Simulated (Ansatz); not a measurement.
# How methods differ on CH6B2O (SMILES BB(C)O)

The species is CH6B2O (10 atoms), meant as a singlet with charge 0. As SMILES, `BB(C)O`. Geometry: relaxed at PBE0-D4/def2-TZVP. This is one conformer, not always the lowest.

Each level gives the electronic atomisation energy (eV). The values are calculated. Electronic energies at fixed atoms, without zero-point motion or spin-orbit coupling.

```json
{"level": "HF/def2-SVP", "kind": "Hartree–Fock", "program": "Ansatz", "value (eV)": "30.66", "CPU time (all runs)": "2.4 s"}
{"level": "PBE/def2-SVP", "kind": "GGA", "program": "Ansatz", "value (eV)": "40.01", "CPU time (all runs)": "6.6 s"}
{"level": "r2SCAN/def2-SVP", "kind": "meta-GGA", "program": "Ansatz", "value (eV)": "39.74", "CPU time (all runs)": "14 s"}
{"level": "BHLYP/def2-SVP", "kind": "global hybrid", "program": "Ansatz", "value (eV)": "38.63", "CPU time (all runs)": "6.6 s"}
{"level": "r2SCAN0/def2-SVP", "kind": "hybrid meta-GGA", "program": "Ansatz", "value (eV)": "39.32", "CPU time (all runs)": "14 s"}
{"level": "CAM-B3LYP/def2-SVP", "kind": "range-separated hybrid", "program": "Ansatz", "value (eV)": "39.69", "CPU time (all runs)": "7.8 s"}
{"level": "wB97X/def2-SVP", "kind": "range-separated hybrid", "program": "Ansatz", "value (eV)": "39.51", "CPU time (all runs)": "25 s"}
{"level": "PBE-QIDH/def2-SVP", "kind": "double hybrid", "program": "Ansatz", "value (eV)": "39.09", "CPU time (all runs)": "9.5 s"}
{"level": "RPA@PBE/def2-SVP", "kind": "RPA", "program": "Ansatz", "value (eV)": "36.19", "CPU time (all runs)": "13 s"}
{"level": "CCSD/def2-SVP", "kind": "coupled cluster or CI", "program": "Ansatz", "value (eV)": "37.27", "CPU time (all runs)": "15 s"}
```

Correlated wave functions underbind in double-zeta sets. The values span 30.66 to 40.01 eV. In so small a basis fixed costs decide the times, and correlated methods can beat functionals. CPU times are rough (shared hosts, several kinds of processor and program).

Hartree–Fock stands far below every other level, at 30.66 eV, because atomisation breaks electron pairs whose correlation is much larger in the molecule than in the separated, open-shell atoms. Mean-field exchange alone therefore misses a substantial part of the binding. PBE gives the largest value, in keeping with the known tendency of GGAs to overbind molecules relative to atoms. The cleanest test of exact exchange is the step from r2SCAN to r2SCAN0, which lowers the energy from 39.74 to 39.32 eV; the low BHLYP value probably reflects its large exact-exchange fraction as well. RPA falls below CCSD, consistent with its poor description of short-range correlation, while CCSD itself lacks the connected triples that would normally add binding. The gap between CCSD and the functionals is thus not a direct measure of functional error, and the spread doesn't establish which functional is most accurate. Nor does a total atomisation energy isolate the strength of the B–B bond or the oxygen-to-boron π donation expected here.
